# Floquet Dyson equation and the light-induced gaps of Dirac electrons

## Statement

**Premises.** (i) Electrons of charge $-e$ have a one-body Hamiltonian with $H(t+T)=H(t)$, $T=2\pi/\Omega$, and $H(t)=\sum_k H_k e^{-ik\Omega t}$. (ii) Each orbital is coupled, by a local and time-independent hopping, to its own undriven free-fermion reservoir with Fermi function $f$. (iii) The steady state has the period of the drive. For the reservoir model this is proved below; with interactions it is assumed. Proofs use $\hbar=1$, results carry $\hbar$, and energies are in meV.

**A. Dyson equation.** For a two-time function with $F(t+T,t'+T)=F(t,t')$ define
$$F_{mn}(\omega)=\frac1T\int_0^T\!dt\int_{-\infty}^{\infty}\!dt'\,e^{i(\omega+m\Omega)t}F(t,t')\,e^{-i(\omega+n\Omega)t'} .\tag{1}$$
Then
$$[G^R(\omega)^{-1}]_{mn}=(\omega+n\Omega)\delta_{mn}-H_{m-n}-\Sigma^R_{mn}(\omega),\qquad G^<=G^R\Sigma^<G^A,\tag{2}$$
with matrix products over Floquet and orbital indices and $G^A=(G^R)^\dagger$. A wide-band bath gives $\Sigma^R_{mn}=-i\Gamma\delta_{mn}$ and $\Sigma^<_{mn}=2i\Gamma f(\omega+n\Omega)\delta_{mn}$. The poles of $G^R$ are then the quasi-energies of the isolated driven system shifted by $-i\Gamma$.

**B. Dirac point.** For $H=v\boldsymbol\sigma\cdot(\mathbf p+e\mathbf A)$, $\mathbf A=A_0(\cos\Omega t,\sin\Omega t)$, field amplitude $E_0=\Omega A_0$ and $\lambda=evA_0$, the quasi-energies at $\mathbf p=0$ are $\pm\Delta_0/2$ modulo $\hbar\Omega$, with the exact value
$$\Delta_0=\sqrt{(\hbar\Omega)^2+4\lambda^2}-\hbar\Omega\;\simeq\;\frac{2\lambda^2}{\hbar\Omega}=\frac{2(evE_0)^2}{\hbar\Omega^3}.\tag{3}$$

**C. One-photon resonance.** On the circle $vp_*=\hbar\Omega/2-\lambda^2/(8\hbar\Omega)$ an isotropic gap opens, centred at quasi-energy $\hbar\Omega/2$:
$$\Delta_1=\lambda\left[1-\frac{25}{16}\Big(\frac{\lambda}{\hbar\Omega}\Big)^2+O\Big(\frac{\lambda}{\hbar\Omega}\Big)^4\right],\qquad \lambda=\frac{evE_0}{\Omega}.\tag{4}$$
Let $g=\Delta_1/2$, $z=\hbar\omega-\hbar\Omega/2+i\Gamma$, $s=\sqrt{z^2-g^2}$ with $\mathrm{Im}\,s>0$, and $\delta=v(p-p_*)$. To leading order in $\lambda/\hbar\Omega$ and $\Gamma/\hbar\Omega$ the time-averaged density of states and, for $\mu=0$ and $k_BT_b\ll\hbar\Omega/2$ ($T_b$ the bath temperature), the conduction-band occupation are
$$\frac{\bar\rho(\omega)}{\rho_0(\hbar\Omega/2)}=\mathrm{Re}\frac{z}{s},\qquad n_+(\delta)=\frac{g^2}{2(\delta^2+g^2+\Gamma^2)} .\tag{5}$$
Here $\rho_0(\epsilon)=2|\epsilon|/(\pi\hbar^2v^2)$ is the density of states per area of undriven graphene, spin and valley included.

## Proof of A

**1. Elimination of the bath.** Let $c$ be the vector of system operators and $b_k$ the bath operators of energy $\epsilon_k$, coupled with amplitude $V$ from time $t_0$ on. The Heisenberg equations are $i\dot c=H(t)c+\sum_kVb_k$ and $i\dot b_k=\epsilon_kb_k+V^*c$. The second integrates to $b_k(t)=e^{-i\epsilon_k(t-t_0)}b_k(t_0)-iV^*\int_{t_0}^t e^{-i\epsilon_k(t-s)}c(s)\,ds$. Insertion into the first gives
$$[i\partial_t-H(t)]c(t)-\int ds\,\Sigma^R(t-s)c(s)=\xi(t),\qquad \Sigma^R(\tau)=-i\theta(\tau)\sum_k|V|^2e^{-i\epsilon_k\tau},$$
with the source $\xi(t)=\sum_kVe^{-i\epsilon_k(t-t_0)}b_k(t_0)$.

**2. Retarded function.** The total Hamiltonian is quadratic, so $G^R(t,t')=-i\theta(t-t')\langle\{c(t),c^\dagger(t')\}\rangle$ is $-i\theta(t-t')$ times the system block of the one-particle propagator. That block starts at $t'$ with zero bath amplitude, so the same elimination applies without a source:
$$[i\partial_t-H(t)]G^R(t,t')-\int ds\,\Sigma^R(t,s)G^R(s,t')=\delta(t-t').\tag{6}$$

**3. Lesser function.** The source equation is solved by $c(t)=iG^R(t,t_0)c(t_0)+\int G^R(t,s)\xi(s)\,ds$. System and bath are uncorrelated at $t_0$. Hence $G^<_{ab}(t,t')=i\langle c_b^\dagger(t')c_a(t)\rangle$ equals $G^R(t,t_0)G^<(t_0,t_0)G^A(t_0,t')$ plus the double convolution $G^R\Sigma^<G^A$, where $\Sigma^<(t-s)=i\langle\xi^\dagger(s)\xi(t)\rangle=i\sum_k|V|^2f(\epsilon_k)e^{-i\epsilon_k(t-s)}$ and $G^A(t,t')=G^R(t',t)^\dagger$.

**4. Wide band.** For a constant bath density of states $\rho_b$ of unbounded width, $\sum_k|V|^2e^{-i\epsilon_k\tau}=2\Gamma\delta(\tau)$ with $\Gamma=\pi|V|^2\rho_b$. The step function keeps half of the delta function, so $\Sigma^R(\omega)=-i\Gamma$, and $\Sigma^<(\omega)=2i\Gamma f(\omega)$. Equation (6) is solved by $G^R(t,t')=-i\theta(t-t')U(t,t')e^{-\Gamma(t-t')}$, with $U$ the unitary propagator of $H(t)$. The initial-state term of step 3 decays as $e^{-\Gamma(t+t'-2t_0)}$. For $t_0\to-\infty$ the remaining term inherits the joint periodicity of $U$, which proves premise (iii). Populations relax at the rate $2\Gamma/\hbar$. With interactions, (6) and the convolution for $G^<$ keep their form by the Langreth rules, with the many-body self-energy added to $\Sigma$.

**5. Lemma.** The function $e^{i\omega t}\int dt'F(t,t')e^{-i(\omega+n\Omega)t'}$ is unchanged by $t\to t+T$, as the substitution $t'\to t'+T$ shows. By (1) its Fourier coefficients are $F_{mn}$:
$$\int dt'\,F(t,t')\,e^{-i(\omega+n\Omega)t'}=\sum_mF_{mn}(\omega)\,e^{-i(\omega+m\Omega)t}.$$
Applied twice, this turns a time convolution into the matrix product $\sum_lF_{ml}F'_{ln}$. Three properties follow from (1) directly. First, $F_{m+1,n+1}(\omega)=F_{mn}(\omega+\Omega)$. Second, a function of $t-t'$ alone has $F_{mn}=\delta_{mn}F(\omega+n\Omega)$. Third, $F_{00}(\omega)$ is the Fourier transform in $t-t'$ of $F$ averaged over one period, so the time average of $F(t,t)$ is $\int F_{00}\,d\omega/2\pi$ over the whole real axis.

**6. Transformation.** Multiply (6) by $e^{-i(\omega+n\Omega)t'}$ and integrate over $t'$. On a term $e^{-i(\omega+l\Omega)t}$ the derivative gives $\omega+l\Omega$, and $H_ke^{-ik\Omega t}$ moves it to index $m=l+k$. Matching coefficients of $e^{-i(\omega+m\Omega)t}$ gives
$$\sum_l\big[(\omega+l\Omega)\delta_{ml}-H_{m-l}-\Sigma^R_{ml}\big]G^R_{ln}=\delta_{mn},$$
which is the first part of (2). The second part is step 3 with the lemma. The integrand of (1) is invariant under a joint shift by $T$, so the restriction to one period may be put on $t'$ instead of $t$; this gives $G^A_{mn}=(G^R_{nm})^\dagger$.

**7. Poles.** Define $K_{mn}=H_{m-n}-n\Omega\,\delta_{mn}$. It is Hermitian because $H_{-k}=H_k^\dagger$. Inserting $\psi=e^{-i\varepsilon t}\sum_nu^ne^{-in\Omega t}$ into the Schrödinger equation gives $Ku=\varepsilon u$, so the eigenvalues of $K$ are the quasi-energies with all copies displaced by multiples of $\Omega$. With the wide-band bath $G^R=(\omega+i\Gamma-K)^{-1}$, and the time-averaged spectral function is
$$-\frac1\pi\mathrm{Im}\,\mathrm{tr}\,G^R_{00}(\omega)=\sum_\nu |u_\nu^0|^2\,\frac{\Gamma/\pi}{(\omega-\varepsilon_\nu)^2+\Gamma^2},\tag{7}$$
the sum running over all normalised eigenvectors of $K$. The bath fills a gap with Lorentzian tails and leaves the pole separation unchanged.

## Proof of B

**1. Harmonics.** With $\sigma_\pm=(\sigma_x\pm i\sigma_y)/2$ one has $\sigma_x\cos\Omega t+\sigma_y\sin\Omega t=\sigma_+e^{-i\Omega t}+\sigma_-e^{i\Omega t}$. Thus $H_0=v\boldsymbol\sigma\cdot\mathbf p$, $H_1=\lambda\sigma_+$, $H_{-1}=\lambda\sigma_-$. The field $\mathbf E=-\dot{\mathbf A}$ has constant modulus $\Omega A_0$.

**2. Blocks.** At $\mathbf p=0$ the only coupling joins $|\!\uparrow,n+1\rangle$ to $|\!\downarrow,n\rangle$, the arrows labelling the sublattices. The matrix (2) splits into $2\times2$ blocks. With $\zeta=\omega+i\Gamma$ the block on $|\!\uparrow,0\rangle,|\!\downarrow,-1\rangle$ is $\begin{pmatrix}\zeta&-\lambda\\-\lambda&\zeta-\Omega\end{pmatrix}$, and the block on $|\!\downarrow,0\rangle,|\!\uparrow,1\rangle$ has $\zeta+\Omega$ in place of $\zeta-\Omega$. Inversion gives
$$G^{R,\uparrow\uparrow}_{00}=\frac{\zeta-\Omega}{\zeta(\zeta-\Omega)-\lambda^2},\qquad G^{R,\downarrow\downarrow}_{00}=\frac{\zeta+\Omega}{\zeta(\zeta+\Omega)-\lambda^2}.$$

**3. Poles and weights.** Put $W=\sqrt{\Omega^2+4\lambda^2}$. The first function has poles at $\zeta=(\Omega\mp W)/2$ with residues $(1\pm\Omega/W)/2$, and the second is its mirror image in energy. The poles that go to zero with $\lambda$ lie at $-(W-\Omega)/2$ for $\uparrow$ and $+(W-\Omega)/2$ for $\downarrow$, each with weight $Z=(1+\Omega/W)/2$. Their distance is $\Delta_0$ of (3), and expansion of the root gives $\Delta_0=2\lambda^2/\Omega-2\lambda^4/\Omega^3+\dots$ The weak-field limit is a mass term $-(\lambda^2/\Omega)\sigma_z$.

**4. Time-domain check.** The substitution $\psi=e^{-i\Omega t\sigma_z/2}\phi$ gives the static Hamiltonian $\lambda\sigma_x-\Omega\sigma_z/2$ with eigenvalues $\pm W/2$. Hence $U^{\uparrow\uparrow}=e^{-i\Omega\tau/2}[\cos(W\tau/2)+i(\Omega/W)\sin(W\tau/2)]$ with $\tau=t-t'$, which has the same frequencies and weights.

**5. Second valley.** Its Hamiltonian is $v(-\sigma_x\pi_x+\sigma_y\pi_y)=\sigma_y\,(v\boldsymbol\sigma\cdot\boldsymbol\pi)\,\sigma_y$ with $\boldsymbol\pi=\mathbf p+e\mathbf A$. The spectrum is therefore the same, and since $\sigma_y\sigma_z\sigma_y=-\sigma_z$ the mass has the opposite sign in the sublattice basis.

## Proof of C

**1. Symmetries.** The matrix $e^{-i\theta\sigma_z/2}$ maps $H(\mathbf p,t)$ to $H(\mathbf p',t+\theta/\Omega)$, where $\mathbf p'$ is $\mathbf p$ rotated by $\theta$. A time shift leaves quasi-energies and period averages unchanged, so they depend on $\epsilon=vp$ only, and $\mathbf p$ may be taken along $x$. Since $\mathrm{tr}H=0$, $\det U(T,0)=1$ and the two quasi-energies sum to zero modulo $\Omega$. A pair near $\Omega/2$ therefore lies symmetrically about $\Omega/2$.

**2. Band basis.** The states $|\pm\rangle=(1,\pm1)^{\mathsf T}/\sqrt2$ have energies $\pm\epsilon$, and $|\eta,n\rangle$ with $\eta=\pm1$ has the diagonal element $\eta\epsilon-n\Omega$ of $K$. Evaluating $\lambda\sigma_\pm$ in this basis gives a rule for a step $n\to n+d$, $d=\pm1$, that starts in band $\eta$. In units of $\lambda/2$ the amplitude is $\eta$ if the band is kept and $\eta d$ if it is changed.

**3. Two-state reduction.** The states $A=|+,0\rangle$ and $B=|-,-1\rangle$ have energies $\epsilon$ and $\Omega-\epsilon$. They cross at $\epsilon=\Omega/2$ and are coupled by $-\lambda/2$. Let $P$ project on $A,B$ and $Q=1-P$. Block inversion gives exactly
$$(PG^RP)^{-1}=\zeta-K_{PP}-M(\zeta),\qquad M=K_{PQ}(\zeta-K_{QQ})^{-1}K_{QP}.$$
For $M=0$ and $\epsilon=\Omega/2$ the eigenvalues are $\Omega/2\pm\lambda/2$, so $\Delta_1=\lambda$ in leading order. This is the rotating-wave approximation.

**4. Diagonal of $M$.** At $\zeta=\epsilon=\Omega/2$ the denominators are $n\Omega$ for $|+,n\rangle$ and $(1+n)\Omega$ for $|-,n\rangle$. State $A$ couples within $Q$ to $|+,1\rangle$, $|+,-1\rangle$, $|-,1\rangle$, with denominators $\Omega,-\Omega,2\Omega$. Therefore
$$M_{AA}=\frac{\lambda^2}{4\Omega}\Big(1-1+\frac12\Big)=\frac{\lambda^2}{8\Omega},\qquad -\partial_\zeta M_{AA}=\frac{\lambda^2}{4\Omega^2}\Big(1+1+\frac14\Big)=\frac{9\lambda^2}{16\Omega^2}\equiv w .$$
State $B$ couples to $|-,0\rangle$, $|-,-2\rangle$, $|+,-2\rangle$ with denominators $\Omega,-\Omega,-2\Omega$, which gives $M_{BB}=-\lambda^2/8\Omega$ and the same $w$. The resonance condition $\epsilon+M_{AA}=\Omega-\epsilon+M_{BB}$ yields $vp_*$. The displacement is a Bloch–Siegert shift.

**5. Off-diagonal of $M$.** Going from $A$ to $B$ changes $n$ by one, so the number of steps is odd and the lowest term has three. Five paths stay in $Q$ at both intermediate states. Contributions are in units of $(\lambda/2)^3/\Omega^2$.

| intermediate states | amplitudes | denominators | contribution |
|---|---|---|---|
| $(+,-1),(+,-2)$ | $(+1)(+1)(+1)$ | $(-1)(-2)$ | $1/2$ |
| $(+,-1),(-,-2)$ | $(+1)(-1)(-1)$ | $(-1)(-1)$ | $1$ |
| $(+,-1),(-,0)$ | $(+1)(+1)(-1)$ | $(-1)(1)$ | $1$ |
| $(+,1),(-,0)$ | $(+1)(-1)(-1)$ | $(1)(1)$ | $1$ |
| $(-,1),(-,0)$ | $(+1)(-1)(-1)$ | $(2)(1)$ | $1/2$ |

The sum is $4$, so the total coupling is $-(\lambda/2)(1-\lambda^2/\Omega^2)$.

**6. Gap.** With $z=\zeta-\Omega/2$ the determinant vanishes when $(1+w)^2z^2=\delta^2+(\lambda/2)^2(1-\lambda^2/\Omega^2)^2$. The splitting is smallest at $\delta=0$, where it is $\lambda(1-\lambda^2/\Omega^2)/(1+w)$. Since $1+9/16=25/16$, this is (4). A time shift by $T/2$ reverses the sign of $\lambda$, so the relative corrections contain even powers only.

**7. Density of states.** In leading order the reduced inverse matrix is $\begin{pmatrix}z-\delta&g\\ g&z+\delta\end{pmatrix}$, so
$$G_{AA}=\frac{z+\delta}{s^2-\delta^2},\qquad G_{AB}=\frac{-g}{s^2-\delta^2}.$$
Only $A$ has $n=0$, so $\bar\rho=-\pi^{-1}\mathrm{Im}\int d\delta\,\rho_0(\Omega/2)(1+2\delta/\Omega)\,G_{AA}$. Extend the limits to $\pm\infty$ symmetrically, so that terms odd in $\delta$ drop out. Closing the contour around the pole $\delta=s$ gives $\int d\delta/(s^2-\delta^2)=-i\pi/s$. The constant part of the weight then yields $\mathrm{Re}(z/s)$, the first of (5), which has the form of the Dynes formula. The slope part contains $\delta^2/(s^2-\delta^2)=-1+s^2/(s^2-\delta^2)$ and adds $(2/\Omega)\,\mathrm{Re}\,s$. At midgap $z=i\Gamma$ and $s=i\sqrt{\Gamma^2+g^2}$. The slope part vanishes there, and
$$\frac{\bar\rho}{\rho_0(\Omega/2)}=\frac{\Gamma}{\sqrt{\Gamma^2+g^2}} .\tag{8}$$
For $\Gamma\to0$ this part vanishes inside the gap and diverges as an inverse square root at the edges.

**8. Occupation.** By (2) and the third property in step 5 of part A, $n_+=\int\frac{d\omega}{2\pi}\,2\Gamma\big[|G_{AA}|^2f(\omega)+|G_{AB}|^2f(\omega-\Omega)\big]$. Near $\omega=\Omega/2$ the stated conditions give $f(\omega)\simeq0$ and $f(\omega-\Omega)\simeq1$. With $x=\omega-\Omega/2$ and $E^2=\delta^2+g^2$,
$$\int\frac{dx}{[(x-E)^2+\Gamma^2][(x+E)^2+\Gamma^2]}=\frac{\pi}{2\Gamma(E^2+\Gamma^2)},$$
because the convolution of two Lorentzians of half-width $\Gamma$ is one of half-width $2\Gamma$, here taken at $2E$. Multiplication by $\Gamma g^2/\pi$ gives the second of (5). For $g\gg\Gamma$ the transition saturates at $n_+=1/2$. The tail of the spectral function below $\mu=0$ changes $n_+$ by about $\int_{-\infty}^0(\Gamma/\pi)(\omega-\Omega/2)^{-2}d\omega=2\Gamma/\pi\Omega$.

## Terms that fill the resonant gap

Two contributions outside (8) are present at midgap.

**Bath tails.** For the undriven cone with energy cutoff $D$, both bands give
$$-\frac1\pi\mathrm{Im}\int_0^D\frac{2\zeta\epsilon\,d\epsilon}{\zeta^2-\epsilon^2}=-\frac1\pi\mathrm{Im}\Big[\zeta\ln\frac{-\zeta^2}{D^2-\zeta^2}\Big].$$
For $\Gamma\ll\omega\ll D$ use $-\zeta^2=|\zeta|^2e^{i(2\varphi-\pi)}$ with $\varphi\simeq\Gamma/\omega$. The result is $\omega+(2\Gamma/\pi)[\ln(D/\omega)-1]$. The second term is what the symmetric extension in step 7 omits. It comes from states far from resonance, which the drive alters only at relative order $\lambda^2/\Omega^2$. In units of $\rho_0(\Omega/2)$ it is
$$b_\Gamma=\frac{4\Gamma}{\pi\Omega}\Big[\ln\frac{2D}{\Omega}-1\Big].$$

**Sideband.** The state $|+,1\rangle$ at $\epsilon=3\Omega/2$ also has quasi-energy $\Omega/2$. It couples with amplitude $\lambda/2$ to $|+,0\rangle$ and $|-,0\rangle$, at distances $\Omega$ and $2\Omega$. Its weight in (7) is $(\lambda/2\Omega)^2(1+1/4)$, and $\rho_0$ is three times larger there, so $b_\lambda=15\lambda^2/16\Omega^2$. This state has its own three-photon gap. For the equivalent pair $|+,0\rangle,|-,-3\rangle$ the denominators are $n\Omega$ and $(3+n)\Omega$, and the four paths through $n=-1,-2$ with band sequences $++,\,+-,\,--,\,-+$ give $-\tfrac12-1-\tfrac12-\tfrac14=-\tfrac94$. Hence $\Delta_3=2\cdot\tfrac94(\lambda/2)^3/\Omega^2=9\lambda^3/16\Omega^2$. For $\Gamma\gg\Delta_3$ this gap is washed out and $b_\lambda$ counts in full.

## Range of validity

- Equation (2) is exact under the premises. The diagonal bath self-energy requires an undriven bath and a local coupling, which carries no Peierls phase. The wide-band form requires $\rho_b$ to be flat over the sidebands that carry weight. For a structured bath $\Sigma^R(\omega+n\Omega)$ differs between Floquet sectors and the poles also move along the real axis.
- Equation (3) holds for any $\lambda$ in the linear Hamiltonian, as a splitting at $\mathbf p=0$. The levels $\pm\Delta_0/2$ reach the edge of the Floquet zone at $\Delta_0=\hbar\Omega$, that is $\lambda=\sqrt3\,\hbar\Omega/2$, and fold back beyond it. Copies from $vp\approx\hbar\Omega,2\hbar\Omega,\dots$ reach quasi-energy zero too, so $\Delta_0$ is local in momentum.
- The two Lorentzians at $\pm\Delta_0/2$ have a minimum between them only if $\Delta_0/2>\Gamma/\sqrt3$, the condition that the second derivative of their sum at the centre be positive.
- Equation (4) needs $\lambda\ll\hbar\Omega$. Equation (5) needs also $\Gamma\ll\hbar\Omega$, $|\hbar\omega-\hbar\Omega/2|\ll\hbar\Omega$, and empty conduction and full valence states of the bath at $\pm\hbar\Omega/2$.
- On the lattice, expansion of the nearest-neighbour hopping sum changes the coefficient of $\sigma_+$ from $\hbar vk_-$ to $\hbar v[k_-+(a/4)e^{i\chi}k_+^2]$, with $k_\pm=k_x\pm ik_y$, bond length $a$ and a constant phase $\chi$. The replacement $\mathbf k\to\mathbf k+e\mathbf A/\hbar$ adds to $H_1$ a $\sigma_-$ term of relative size $ka/2$. It interferes with the $\sigma_+$ term and modulates $\Delta_1$ by $\pm ka/2$ with threefold symmetry. At the Dirac point the relative lattice corrections are of order $(eA_0a/\hbar)^2$.
- The model has no electron–electron or electron–phonon scattering. These enter (2) through a self-energy that is in general off-diagonal in Floquet indices and depends on $G^<$. A pulsed drive must last long compared with $\hbar/2\Gamma$ and $\hbar/\Delta_1$ for the steady state to apply.

## Numerical illustration

Inputs: a typical graphene velocity $v=1.0\times10^6$ m/s, bond length $a\approx1.42$ Å, and an approximate cutoff $D=7$ eV of the order of the $\pi$-band half-width. Chosen parameters are $\hbar\Omega=200$ meV (wavelength 6.20 µm), field in the sheet $E_0=1.0\times10^7$ V/m, $\Gamma=5$ meV, $\mu=0$ and a cold bath. A circular plane wave in vacuum with this field carries $\epsilon_0cE_0^2=26.5$ MW/cm², and $\hbar/2\Gamma=66$ fs.

The coupling is $\lambda=\hbar v\,eE_0/\hbar\Omega=32.91$ meV, so $\lambda/\hbar\Omega=0.1646$ and its square is $0.0271$.

| quantity | value |
|---|---|
| $\Delta_0$, exact form of (3) | 10.55 meV |
| $\Delta_0$, weak-field form | 10.83 meV |
| pole weight $Z$ | 0.975 |
| correction term in (4) | 4.2 % |
| $\Delta_1$ from (4) | 31.5 meV |
| $vp_*$ | 99.3 meV |
| $\Delta_3$ | 0.50 meV |
| midgap term (8) | 0.30 |
| bath tails $b_\Gamma$ | 0.10 |
| sideband $b_\lambda$ | 0.025 |
| $n_+(\delta=0)$ | 0.45 |

The digits refer to the Dirac model with the inputs taken as exact. The remainder in (4) has the scale $\lambda^5/(\hbar\Omega)^4=0.02$ meV. The lattice modulation is larger: $k=0.0152$ Å$^{-1}$ at resonance gives $ka/2=0.011$, or $\pm0.3$ meV in $\Delta_1$. At the Dirac point $(eA_0a/\hbar)^2=5\times10^{-5}$.

The reference density is $\rho_0(\hbar\Omega/2)=1.47\times10^{13}$ eV$^{-1}$cm$^{-2}$. In this unit the midgap density of states is the sum of the three terms, about $0.4$, against $1+b_\Gamma=1.1$ for the undriven sheet with the same bath. The bath-tail term is a third of the resonant term and depends on the cutoff through a logarithm, so the sum is good to one figure. The tail correction to the occupation is $2\Gamma/\pi\hbar\Omega=0.016$. At the Dirac point $\Delta_0/2=5.3$ meV exceeds $\Gamma/\sqrt3=2.9$ meV, so the two peaks are separated by a minimum, but their half-distance is only about equal to their half-width. At resonance $g=15.8$ meV is three times $\Gamma$, and the gap linear in the field is the well-resolved one.